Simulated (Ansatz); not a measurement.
# Redistribution: C4H3F3 + C4H10O → C4H4F2 + C4H9FO

Gas-phase species: C4H3F3 `CC#CC(F)(F)F`, singlet; C4H10O (1-methoxypropane) `CCCOC`, singlet; C4H4F2 `CC#CC(F)F`, singlet; C4H9FO `COCCCF`, singlet. The partners trade F for H; both sit on C, so the bond types are kept.

Shapes, held fixed at every level: PBE0-D4/def2-TZVP. Flexible molecules stand in one conformer, not always the lowest. Programs: Ansatz 0.2.0. Electronic energies: no zero-point or thermal term.

```csv
level,kind,ΔE (kJ/mol),less CCSD(T)/CBS estimate
PBE-D4/def2-TZVPP,GGA,+49.2,+3.1
B3LYP-D4/def2-TZVPP,global hybrid,+43.6,-2.5
wB97X-V/def2-TZVPP,range-separated hybrid,+47.9,+1.8
B2PLYP/def2-TZVPP,double hybrid,+45.7,-0.4
CCSD(T)/def2-TZVPP,coupled cluster or CI,+49.7,+3.6
CCSD/def2-TZVPP,coupled cluster or CI,+48.0,+1.9
CCSD(T)/CBS estimate,coupled cluster or CI,+46.1,0.0
```

The highest level, CCSD(T)/CBS estimate, gives ΔE = +46.1 kJ/mol; the levels span +43.6 to +49.7. The column of differences is taken from that level and isn't an error. No measured value is set beside it here. The CBS estimate extrapolates MP2 from def2-TZVPP and def2-QZVPP and adds CCSD(T) − MP2 in the triple-zeta set, cores frozen.

Moving one fluorine from the CF3 group to the terminal carbon of the ether's propyl chain is clearly uphill at every level, with a best estimate of +46.1 kJ/mol. Since a C–F and a C–H bond are present on both sides, the cost reflects where the fluorine sits. Geminal fluorines stabilise one another through lone-pair donation into neighbouring C–F σ* orbitals and through Coulomb attraction to a strongly positive carbon. Going from CF3 to CHF2 gives up part of this, and the isolated C–F bond formed in the ether has no geminal partner to restore it.

CCSD lies closer to the best estimate than CCSD(T) in the same triple-zeta basis, but this is a cancellation: triples raise the reaction energy, while extending the basis lowers it. The near-coincidence of B2PLYP with the best estimate may likewise owe something to compensating errors, so it doesn't establish a general ranking. This single exchange also can't separate the geminal effect from the influence of the adjacent alkyne.
